Carbon likes four neighbours at the corners of a tetrahedron, and phosphorus likes three bonds of its own. A crystal with four phosphorus atoms for each carbon has to serve both. How much energy is at stake when it serves one badly? A useful scale is the free carbon atom, which costs roughly 7.4 eV (a rough recalled value) over graphite. Spread over the five atoms of P₄C, that is about 1.5 eV per atom, while a mere change in carbon's surroundings should cost some tenths of an eV.

The table lists seven crystal forms, all obtained by putting phosphorus and carbon in the places of other elements. Each is labelled by its space group number, which stands for its symmetry. The closest atoms column gives the shortest distance between any two atoms, and the energies are counted from the lowest form listed. Two energies, those of forms 217 and 65, are still open.

Crystal forms of P₄C, computed with Ansatz 0.2.0 using DFT with the PBE functional, PAW and plane waves up to 420 eV, without dispersion and, for the six lowest forms, without spin polarization. Cells and atoms were relaxed keeping the starting symmetry; space groups are those after relaxation, and energies are extrapolated to zero smearing.

```csv
space group number,found from,atoms in cell,volume per atom (Å³),closest atoms (Å),energy over the lowest form listed (meV/atom)
164,swapped species,5,12.65,2.210,0
217,swapped species,5,14.30,1.880,?
65,swapped species,5,18.85,1.880,?
229,swapped species,5,13.41,2.220,326
139,swapped species,5,15.98,2.270,367
221,swapped species,5,13.20,2.020,468
221,swapped species,5,16.82,2.190,1280
```

The zero of this list is not a stable compound. Form 164 itself lies 0.764 eV per atom above solid phosphorus and graphite, some thirty times the thermal energy at room temperature. Every form here would therefore gain energy by falling apart into the elements. How fast that would happen is a separate question, which these energies leave open.

The free carbon atom now serves as a test of bonding. Form 164 costs 5 × 0.764 = 3.82 eV per carbon over the elements. If its carbon were unbonded, it would cost at least the full 7.4 eV, since the phosphorus around it can hardly be better off than in its own solid. Carbon must therefore gain some 3.6 eV or more from its phosphorus neighbours. The same reasoning shows that carbon is bound in form 229, in form 139 and in the lower of the two forms labelled 221.

The higher form 221, at 1280 meV per atom, fails this test. It costs 10.2 eV per carbon, more than a free carbon atom. Its cell size fits a cage of twelve phosphorus atoms about 3.1 Å from the carbon, much too far for a normal bond. The atomic positions are not listed, but the symmetry allows only two arrangements of one carbon and four phosphorus atoms, and the lower form 221 has the other one, with carbon inside six phosphorus atoms. The high cost fits this picture without proving it, since badly placed phosphorus can add to the cost as well. If this form was computed without electron spin, as the six others were, its cost is expected to be somewhat too high, because a lone carbon atom gains energy from two parallel spins.

Symmetry tells more about the bound carbons. Each repeating unit holds a single carbon, so the carbon site has the full point symmetry of the crystal. In every group of the table except 217, that symmetry includes inversion: each neighbour has a twin at the same distance on the opposite side. A tetrahedron has no such twins. Form 217 is therefore the only one in which carbon can have its favourite surroundings.

Forms 217 and 229 are close relatives. In form 229 each phosphorus sits exactly halfway between two carbons, and each carbon has eight phosphorus neighbours at 2.22 Å. In form 217 every phosphorus has slid towards one of its two carbons. Four neighbours of each carbon have drawn in to 1.88 Å, close to a normal single bond, and the other four have moved away.

The halfway position is a balance point by symmetry, but it may be the top of a hill. A relaxation that keeps the symmetry would stay on that top, because no force pushes the atoms off it. If the slide runs downhill, form 217 must lie below form 229. This is a strong argument but no proof, since the halfway position could also be a hollow of its own, deeper than the one to the side.

Phosphorus gains less from the slide. Its six nearest phosphorus atoms are 2.56 Å away in form 229 and 2.69 Å away in form 217, against roughly 2.2 Å for a normal bond. Solid silicon tetrafluoride makes a good comparison, because it has the same pattern as form 217. There each fluorine is content with one bond to silicon, and the crystal is a tidy packing of molecules. Phosphorus wants two more bonds and finds only stretched contacts, so form 217 suits its carbon better than its phosphorus.

Form 65 is harder to judge. It is the most open cell in the table and also has a contact of 1.88 Å, but its carbon site has inversion symmetry and cannot be tetrahedral. The short contact may join carbon to phosphorus, or it may be a triple bond between two phosphorus atoms, which has nearly the same length. The physics so far sets no upper limit for its energy.

The order of the table does set one. The rows are ranked by energy, so both unknown values must lie between 0 and 326 meV per atom, and form 65 cannot lie below form 217. This knowledge comes from the listing and not from chemistry. Within these bounds the simplest estimate is an even step from each row to the next. A straight line through zero, fitted by least squares to the four known forms with bound carbon, gives a step of 96 meV per atom.

No physical law demands even steps, so the scatter of that line would be a misleading error bar. A fairer one asks how widely two values would scatter if they fell at random between the bounds. For two ranked random values the standard deviation is the width times √(1/18), here 326 × 0.236 = 77 meV per atom.

For form 217, one step up, the forecast is 96 ± 77 meV per atom, a range from 19 to 173. It should lie below form 229.

For form 65, two steps up, the forecast is 191 ± 77 meV per atom, a range from 115 to 268. It should not lie below form 217.

The withheld rows as computed:

```csv
space group number,found from,atoms in cell,volume per atom (Å³),closest atoms (Å),energy over the lowest form listed (meV/atom)
217,swapped species,5,14.30,1.880,49
65,swapped species,5,18.85,1.880,90
```

Form 217 comes out at 49 meV per atom, inside its range though in the lower half. It lies 277 meV per atom below form 229, or about 1.4 eV for each carbon. The comparison includes a change of volume and of the phosphorus contacts, so it is not the pure price of a carbon bond. It does show that four close neighbours and four distant ones are much better here than eight at an equal, middling distance. This agrees with the argument from the slide, but the ranking had already placed form 217 below form 229, so the order itself earns no credit. Whether form 229 really sits on a hilltop could be tested by a calculation of its vibrations, or by a new relaxation with the phosphorus pushed slightly off the halfway position. The other forms would need a similar test, since no relaxation here could fall below the symmetry it started with.

Form 65 is a miss. Its 90 meV per atom lies 101 below the central forecast and 25 below the lower end of the range. That it follows form 217 was already fixed by the ranking and earns no credit. The even step failed because the energies are bunched: three forms lie within 90 meV per atom of each other, and then comes a gap of 236 before form 229.

What do the forms below the gap have in common? Forms 217 and 65 both have a contact of 1.88 Å, while none of the forms above the gap has one shorter than 2.02 Å. It is tempting to conclude that bonds of normal length matter more than the ideal shape around carbon. For form 65 this remains a guess, because the table does not say which atoms make the short contact. Its open cell may also let phosphorus form better bonds of its own.

Form 164 warns against turning this into a rule. It is the lowest of all, yet no two of its atoms are closer than 2.21 Å. The sites recorded for this run place carbon midway between two triangular layers of phosphorus, with six equal neighbours at the corners of an octahedron. The lower form 221 also gives its carbon six neighbours, at 2.02 Å, and still lies 468 meV per atom higher. The number of neighbours around carbon therefore cannot explain the order by itself. Phosphorus probably has a large say: in that form 221 the symmetry holds its atoms too far apart for normal bonds with each other, while the stacked phosphorus layers of form 164 are expected to lie close enough to bond.

The small steps at the bottom of the list also need some care. The calculation leaves out dispersion, the weak attraction that usually favours dense crystals. From form 164 through 217 to 65 the volume per atom grows, so adding this attraction would probably widen the gaps between the three and keep their order. Against the denser form 229, it would probably take away part of form 65's advantage.

For a related compound, the first thing to look for is an atom held halfway between two possible partners. If it can slide towards one of them and form a bond of normal length, the lower symmetry may win, as it did here by a wide margin. The second question is whether the sliding atom has other bonds to make. Fluorine has none and phosphorus has two, which may be why good surroundings for carbon were not enough to put form 217 at the bottom of this list.
